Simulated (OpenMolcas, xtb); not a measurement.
# A ladder of methods for SiH4O (silanol)

SiH4O: 6 atoms, total charge 0, spin state singlet. As SMILES, `O[SiH3]`. The shape is that of a PBE0-D4/def2-TZVP optimisation.

Quantity: the HOMO–LUMO gap, in eV. The values are calculated.

| level | kind | program | value (eV) | CPU time |
| --- | --- | --- | --- | --- |
| GFN0-xTB | semi-empirical | xtb | 5.82 | under 2 s |
| HF/cc-pVTZ | Hartree–Fock | OpenMolcas | 15.72 | 20 s |
| SVWN5/cc-pVTZ | LDA | OpenMolcas | 6.34 | 35 s |
| BLYP/cc-pVTZ | GGA | OpenMolcas | 6.46 | 46 s |
| TPSS/cc-pVTZ | meta-GGA | OpenMolcas | 6.91 | 65 s |
| M06-2X/cc-pVTZ | hybrid meta-GGA | OpenMolcas | 11.14 | 58 s |
| B2PLYP/cc-pVTZ | double hybrid | OpenMolcas | 11.46 | 37 s |

The values span 5.82 to 15.72 eV. Orbital gaps aren't excitation energies, and those of double hybrids come from the SCF part alone; they tend to grow with the share of exact exchange. Times are those of the runs behind each value, whatever else they computed, on shared processors of several kinds: orders of magnitude only.

The three semilocal functionals agree closely, from 6.34 to 6.91 eV, while M06-2X and B2PLYP lie far above them and Hartree–Fock higher still at 15.72 eV. The highest occupied orbital of silanol is essentially an oxygen lone pair, and the lowest empty one should have mixed Si–O and Si–H antibonding and diffuse character. In a semilocal Kohn–Sham calculation both orbitals feel the same local potential. Exact exchange instead binds the lone pair more strongly and leaves the empty orbital in the field of all the electrons, closer to the situation of an added electron.

The spread therefore reflects mainly what the orbital energies mean in each scheme, not a progressive convergence towards one molecular gap. Likewise, the closeness of GFN0-xTB to the semilocal values doesn't validate either description. Because cc-pVTZ lacks diffuse functions, the empty level is probably held too high where the extra electron would be unbound, so the largest gaps in particular can't be taken as basis-set limits.
